**Filling of a spherical parabolic quantum dot: classical charging, shells and exchange**

The table holds chemical potentials, addition energies, unpaired electrons, rms radii and highest eigenvalues for 1 to 25 electrons in a harmonic well with $\omega=0.21$ hartree\*, from spin-polarised, spherically averaged Kohn-Sham calculations in exchange-only LDA with the radial solver radks. The program tests a uniformly charged sphere for size, chemical potential (with electron-gas corrections) and addition energy, compares box and oscillator patterns for the levels at $N=18$, and checks Hund filling, the Janak midpoint rule and the virial relation. The sphere gives the chemical potential within 2.8 % for $N\ge9$, and the tabulated radius lies 2.3 % above it at $N=25$; addition energies within a spin subshell are 0.78 to 0.94 of $1/R$. The levels follow a box better than an oscillator (rms 0.006 against 0.017 hartree\*), subshell-by-subshell Hund filling is broken only at $N=14$, whose high-spin state is favoured by an extrapolated 0.005 hartree\*, and the one-electron energy is 8.3 % above the exact value.

Spherical quantum dot in the well ω²r²/2 with ω = 0.21 hartree* and no central charge, from radks with Libxc 2 in spin-polarised exchange-only LDA, with m-averaged shells and greedy filling, which can miss a lower state. Starred units are effective atomic units; levels are numbered from 1 for each l. Chemical potential is E(N)−E(N−1), addition energy E(N+1)+E(N−1)−2E(N).

## Analysis program

```python
# Table: spherical parabolic dot (omega 0.21 hartree*), N=1..25, radks radial Kohn-Sham, spin-polarised x-only LDA.
# Tested: classical charged-sphere model for size, mu, addition energy; shell excess; box/oscillator levels; Hund; Janak.
T = {
    'electrons': [1, 2, 3, 4, 5, 6, 7, 8, 9, 10, 11, 12, 13, 14, 15, 16, 17, 18, 19, 20, 21, 22, 23, 24, 25],
    'chemical_potential': [0.3412, 0.6752, 1.028, 1.219, 1.408, 1.657, 1.818, 1.98, 2.244, 2.392, 2.537, 2.681, 2.822, 3.007, 3.148, 3.272, 3.401, 3.529, 3.677, 3.829, 3.987, 4.105, 4.222, 4.338, 4.453],  # hartree*
    'unpaired_electrons': [1, 0, 1, 2, 3, 2, 1, 0, 1, 2, 3, 4, 5, 6, 3, 2, 1, 0, 1, 0, 1, 2, 3, 4, 5],
    'rms_radius': [2.728, 3.081, 3.519, 3.804, 4.029, 4.24, 4.422, 4.585, 4.77, 4.934, 5.082, 5.219, 5.346, 5.471, 5.587, 5.698, 5.803, 5.904, 6.003, 6.1, 6.199, 6.294, 6.385, 6.473, 6.558],  # bohr*
    'highest_eigenvalue': [0.4688, 0.777, 1.123, 1.314, 1.501, 1.737, 1.899, 2.061, 2.318, 2.465, 2.609, 2.752, 2.892, 3.074, 3.208, 3.337, 3.465, 3.592, 3.74, 3.889, 4.046, 4.164, 4.28, 4.395, 4.51],  # hartree*
    'highest_level': ['1s up', '1s up', '1p up', '1p up', '1p up', '1p down', '1p down', '1p up', '1d up', '1d up', '1d up', '1d up', '1d up', '2s up', '1d down', '1d down', '1d down', '1d up', '2s up', '2s up', '1f up', '1f up', '1f up', '1f up', '1f up'],
    'addition_energy': [None, 0.3524, 0.1911, 0.1891, 0.2497, 0.1605, 0.1621, 0.2643, 0.1472, 0.1456, 0.1436, 0.1414, 0.1845, 0.1412, 0.1245, 0.1289, 0.1277, 0.1481, 0.1516, 0.1586, 0.1179, 0.1169, 0.1159, 0.1149, None],  # hartree*
}
import numpy as np
from scipy.special import spherical_jn
from scipy.optimize import brentq
w = 0.21
N = np.array([int(x) for x in T['electrons']]); g = lambda k: np.array([np.nan if x is None else float(x) for x in T[k]])
mu, S, r, ep, ad = map(g, ['chemical_potential', 'unpaired_electrons', 'rms_radius', 'highest_eigenvalue', 'addition_energy'])
R = (N/w**2)**(1/3); rc = np.sqrt(0.6)*R
n0 = 3*w**2/(4*np.pi); kF = (3*np.pi**2*n0)**(1/3); tk, ex = 0.3*kF**2, -3*kF/(4*np.pi)
Ec = 0.9*N**2/R; mc = np.diff(np.r_[0, Ec]) + tk + ex
ins = np.array([3, 4, 6, 7, 9, 10, 11, 12, 16, 17, 21, 22, 23, 24]) - 1  # both steps fill one spin subshell
b, a = np.polyfit(np.log(N[ins]), np.log(ad[ins]), 1); base = np.exp(a)*N**b
print('N unp level | rms/cl rms2-cl[b*^2] | mu-model eps-mu [Ha*] | add*R add-floor[Ha*] (*=in floor fit)')
for i in range(len(N)):
    print(f"{N[i]:2d} {S[i]:.0f} {T['highest_level'][i]:7s}| {r[i]/rc[i]:.3f} {r[i]**2-rc[i]**2:.2f} | {mu[i]-mc[i]:+.3f} {ep[i]-mu[i]:.3f} | {ad[i]*R[i]:.3f} {ad[i]-base[i]:+.4f}{'*' if i in ins else ''}")
p = np.polyfit(np.log(N[8:]), np.log(r[8:]), 1)[0]; c = np.mean(r**2 - rc**2); e = np.sqrt(rc**2 + c)/r - 1
q = np.cumsum(np.repeat([1.5, 2.5, 3.5, 4.5], [2, 6, 12, 20])[:len(N)]); ro = np.sqrt(q/(N*w))
k = np.argmax(abs(e))
print(f"rms exponent N>=9 {p:.3f} (classical 0.333); rms2=cl+{c:.2f} b*^2, worst {100*e[k]:+.1f}% N={N[k]}; rounding 0.0005 b*")
print(f"free-oscillator rms/table: N=1 {ro[0]/r[0]:.3f}, N=8 {ro[7]/r[7]:.3f}, N=20 {ro[19]/r[19]:.3f}; R(12,18,24) {R[11]:.2f} {R[17]:.2f} {R[23]:.2f} b*")
print(f"n0 {n0:.5f} b*^-3; gas per electron kin {tk:.3f} exch {ex:.3f} sum {tk+ex:+.3f} Ha*; mu model worst N>=9 {np.max(abs(mu-mc)[8:]):.3f} Ha* ({100*np.max(abs(mu/mc-1)[8:]):.1f}%)")
res = ad[ins] - base[ins]
print(f"floor = {np.exp(a):.3f} N^{b:.3f} Ha* (classical {w**(2/3):.3f} N^-0.333); rms res {res.std():.4f}, max {abs(res).max():.4f}; rounding 0.00005")
# further outputs of the same runs: kinetic, Hartree, exchange energies and levels
for n, (K, H, X) in {12: (1.63898, 12.9266, -1.79221), 18: (2.34504, 25.6493, -2.66974)}.items():
    V = 0.5*w**2*n*r[n-1]**2
    print(f"N={n}: T/N {K/n:.3f} Ex/N {X/n:.3f} H/T {H/K:.1f} H/cl {H/(0.6*n*n/R[n-1]):.3f} V {V:.2f}; virial {2*K-2*V+H+X:+.3f}; parts {K+V+H+X:.3f} sum mu {mu[:n].sum():.3f}")
L = np.array([3.45074, 3.51559, 3.59237, 3.61665, 3.68134, 3.72795]); l = [0, 1, 2, 0, 3, 1]  # 1s 1p 1d 2s 1f 2p, N=18
x = np.array([brentq(lambda z: spherical_jn(j, z), s-0.3, s+0.3) for j, s in zip(l, [3.1, 4.5, 5.8, 6.3, 7.0, 7.7])])
print('N=18 gaps 1s-1p-1d-2s-1f-2p [Ha*]', np.round(np.diff(L), 4), f'bare spacing {w}')
for nm, u in (('box x^2', x**2), ('oscillator 2n+l', np.array([0, 1, 2, 2, 3, 3.]))):
    f = np.polyfit(u, L, 1); d = L - np.polyval(f, u)
    extra = f" Reff {1/np.sqrt(2*f[0]):.2f} b*" if nm[0] == 'b' else ''
    print(f"{nm}: slope {f[0]:.4f}{extra} res {np.round(d, 3)} rms {d.std():.4f} Ha*")
pu, pd_, du, dd, su = 2.66098, 2.70282, 2.75193, 2.79887, 2.80136  # N=12 levels, same run
print(f"N=12 [Ha*]: 1p-1d up {du-pu:.4f} down {dd-pd_:.4f}; 1d up-down {dd-du:.4f}; 1d up-2s up {su-du:.4f}; 2s up-1d down {su-dd:.4f}")
hund = np.array([min(j, 2*m-j) for m in (1, 3, 5, 1, 7) for j in range(1, 2*m+1)])[:len(N)]
loc = [int(N[i]) for i in range(2, 23) if ad[i] > ad[i-1] and ad[i] > ad[i+1]]
print('Hund 1s1p1d2s1f mismatches (N, table, rule):', [(int(N[i]), int(S[i]), int(hund[i])) for i in np.where(S != hund)[0]], 'local maxima N>=3:', loc)
s = ad[15] - ad[16]; d15 = ad[15] + s - ad[14]; d14 = (ad[13] - ad[15] - 2*s)/2
print(f"delta E14(1d6)-E14(2s) by extrapolating N=16,17: from N=15 {d15:.4f}, from N=14 {d14:.4f} Ha*; add18-add17 {ad[17]-ad[16]:.4f}")
J = np.array([4, 5, 7, 8, 10, 11, 12, 13, 16, 17, 18, 22, 23, 24, 25]) - 1
dj = mu[J] - (ep[J] + ep[J-1])/2; oth = np.setdiff1d(np.arange(1, len(N)), J)
print(f"Janak midpoint same subshell max |dev| {abs(dj).max():.4f} (rounding 0.001); (eps-mu)/add in-shell {((ep-mu)/ad)[ins].min():.2f}-{((ep-mu)/ad)[ins].max():.2f}")
print('midpoint dev, subshell changes:', {int(N[i]): round(float(mu[i]-(ep[i]+ep[i-1])/2), 3) for i in oth})
dm = np.diff(mu)[1:] - ad[1:-1]
print(f"max |mu(N+1)-mu(N)-add| {abs(dm).max():.4f} Ha* (rounding 0.001); mu2-mu1 {mu[1]-mu[0]:.4f}; 18/w^2 {18/w**2:.3f} b*^3")
print(f"N=1 exact E {1.5*w:.4f}: mu {mu[0]-1.5*w:+.4f} ({100*(mu[0]/(1.5*w)-1):+.1f}%), eps {100*(ep[0]/(1.5*w)-1):+.0f}%; exact rms {ro[0]:.3f}, table {100*(r[0]/ro[0]-1):+.1f}%")
print(f"doubling omega (classical scaling): R x{2**(-2/3):.3f}, charging x{2**(2/3):.3f}, bare spacing/charging x{2**(1/3):.3f}")
assert 0.28 < p < 0.34
assert np.all(ep > mu) and abs(dj).max() < 0.0015
assert abs(dm).max() < 0.0012
assert all(ad[n-1] - base[n-1] > 0.015 for n in (2, 5, 8, 13, 18, 19, 20))
```

Running it gives:

```
N unp level | rms/cl rms2-cl[b*^2] | mu-model eps-mu [Ha*] | add*R add-floor[Ha*] (*=in floor fit)
 1 1 1s up  | 1.244 2.64 | +0.047 0.128 | nan +nan
 2 0 1s up  | 1.115 1.86 | +0.008 0.102 | 1.257 +0.1333
 3 1 1p up  | 1.113 2.38 | +0.077 0.095 | 0.780 -0.0063*
 4 2 1p up  | 1.093 2.36 | +0.022 0.095 | 0.850 +0.0058*
 5 3 1p up  | 1.075 2.18 | -0.012 0.093 | 1.209 +0.0766
 6 2 1p down| 1.064 2.11 | +0.030 0.080 | 0.825 -0.0046*
 7 1 1p down| 1.054 1.96 | -0.003 0.081 | 0.878 +0.0034*
 8 0 1p up  | 1.046 1.79 | -0.026 0.081 | 1.496 +0.1109
 9 1 1d up  | 1.046 1.95 | +0.061 0.074 | 0.867 -0.0016*
10 2 1d up  | 1.045 2.03 | +0.039 0.073 | 0.888 +0.0008*
11 3 1d up  | 1.042 2.05 | +0.020 0.072 | 0.904 +0.0023*
12 4 1d up  | 1.040 2.04 | +0.005 0.071 | 0.916 +0.0032*
13 5 1d up  | 1.037 2.00 | -0.008 0.070 | 1.228 +0.0491
14 6 2s up  | 1.035 2.01 | +0.026 0.067 | 0.963 +0.0084
15 3 1d down| 1.033 1.98 | +0.021 0.060 | 0.869 -0.0060
16 2 1d down| 1.031 1.95 | +0.002 0.065 | 0.919 +0.0006*
17 1 1d down| 1.029 1.89 | -0.010 0.064 | 0.929 +0.0014*
18 0 1d up  | 1.028 1.84 | -0.019 0.063 | 1.099 +0.0236
19 1 2s up  | 1.026 1.81 | -0.006 0.063 | 1.145 +0.0288
20 0 2s up  | 1.025 1.79 | +0.014 0.060 | 1.219 +0.0374
21 1 1f up  | 1.025 1.84 | +0.041 0.059 | 0.921 -0.0017*
22 2 1f up  | 1.025 1.87 | +0.031 0.059 | 0.927 -0.0013*
23 3 1f up  | 1.024 1.89 | +0.022 0.058 | 0.933 -0.0010*
24 4 1f up  | 1.024 1.91 | +0.014 0.057 | 0.938 -0.0007*
25 5 1f up  | 1.023 1.91 | +0.007 0.057 | nan +nan
rms exponent N>=9 0.310 (classical 0.333); rms2=cl+2.00 b*^2, worst -4.3% N=1; rounding 0.0005 b*
free-oscillator rms/table: N=1 0.980, N=8 0.714, N=20 0.620; R(12,18,24) 6.48 7.42 8.16 b*
n0 0.01053 b*^-3; gas per electron kin 0.138 exch -0.162 sum -0.024 Ha*; mu model worst N>=9 0.061 Ha* (2.8%)
floor = 0.262 N^-0.257 Ha* (classical 0.353 N^-0.333); rms res 0.0031, max 0.0063; rounding 0.00005
N=12: T/N 0.137 Ex/N -0.149 H/T 7.9 H/cl 0.970 V 7.21; virial -0.002; parts 19.981 sum mu 19.980
N=18: T/N 0.130 Ex/N -0.148 H/T 10.9 H/cl 0.979 V 13.83; virial -0.000; parts 39.159 sum mu 39.159
N=18 gaps 1s-1p-1d-2s-1f-2p [Ha*] [0.0648 0.0768 0.0243 0.0647 0.0466] bare spacing 0.21
box x^2: slope 0.0056 Reff 9.45 b* res [-0.005  0.002  0.006 -0.005  0.008 -0.007] rms 0.0056 Ha*
oscillator 2n+l: slope 0.0863 res [ 0.012 -0.01  -0.019  0.005 -0.017  0.03 ] rms 0.0173 Ha*
N=12 [Ha*]: 1p-1d up 0.0910 down 0.0960; 1d up-down 0.0469; 1d up-2s up 0.0494; 2s up-1d down 0.0025
Hund 1s1p1d2s1f mismatches (N, table, rule): [(14, 6, 4)] local maxima N>=3: [5, 8, 13, 16, 20]
delta E14(1d6)-E14(2s) by extrapolating N=16,17: from N=15 0.0056, from N=14 0.0050 Ha*; add18-add17 0.0204
Janak midpoint same subshell max |dev| 0.0005 (rounding 0.001); (eps-mu)/add in-shell 0.50-0.50
midpoint dev, subshell changes: {2: 0.052, 3: 0.078, 6: 0.038, 9: 0.055, 14: 0.024, 15: 0.007, 19: 0.011, 20: 0.015, 21: 0.019}
max |mu(N+1)-mu(N)-add| 0.0008 Ha* (rounding 0.001); mu2-mu1 0.3340; 18/w^2 408.163 b*^3
N=1 exact E 0.3150: mu +0.0262 (+8.3%), eps +49%; exact rms 2.673, table +2.1%
doubling omega (classical scaling): R x0.630, charging x1.587, bare spacing/charging x1.260
```
